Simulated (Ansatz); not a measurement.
SiC: pressure against volume per atom

Results calculated with Ansatz 0.2.0, not measured. Density functional stress and forces at fixed atoms, pressure and stress positive in compression, spin-unpolarised plane waves.

Cell of the first row (space group P6_3mc, No. 186):
```
CELL_PARAMETERS angstrom
2.98520 0.00000 0.00000
-1.49260 2.58530 0.00000
0.00000 0.00000 9.77440
ATOMIC_POSITIONS crystal
Si 0.00000 0.00000 0.99981
Si 0.33333 0.66667 0.24998
Si 0.00000 0.00000 0.49981
Si 0.66667 0.33333 0.74998
C 0.00000 0.00000 0.18729
C 0.33333 0.66667 0.43792
C 0.00000 0.00000 0.68729
C 0.66667 0.33333 0.93792
```

Settings of every row: periodic directions 3; functional PBE; spin orbit no; potentials PAW; wave cutoff 420 eV; k mesh 12x12x4; smearing width 0.02 eV.

| row | volume per atom (Å³) | pressure (GPa) |
| --- | --- | --- |
| 1 | 9.429 | 28.18 |
| 2 | 9.724 | 18.94 |
| 3 | 10.025 | 10.75 |
| 4 | 10.332 | 3.51 |
| 5 | 10.645 | -2.88 |
| 6 | 10.964 | ? |
| 7 | 11.29 | -13.42 |

Question: what pressure should row 6 give?

Worked fit of pressure. Take u = (V_r/V)^(2/3) − 1 with V_r = 10.178 Å³ an atom, which is twice the finite (Eulerian) strain; such expansions in the strain, on which the Birch-Murnaghan equation of state is built, carry the rest volume and the bulk modulus. The shown rows have u = 0.05228, 0.03089, 0.01015, -0.00996, -0.02947, -0.06679. Least squares give pressure = 7.011 + 359.9 × u + 838.1 × u² + 443 × u³ GPa; a parabola predicts inner rows, each left out in turn, worse (root mean square 0.029 against 0.0019 GPa). All shown rows lie on it to the printed digit. The pressure vanishes at u = -0.0204, or V = 10.5 Å³ an atom, and there the bulk modulus with atoms relaxed is B = −V dP/dV = (2/3)(1 + u) dP/du = 213 GPa. The withheld row has u = -0.04838, so the fit gives 7.011 + 359.9 × (-0.04838) + 838.1 × (-0.04838)² + 443 × (-0.04838)³ = -8.49 GPa.

The calculation gave -8.5 GPa. The fit lies 0.01 GPa (0.024 % of the column's range) above it, one unit of the last digit.
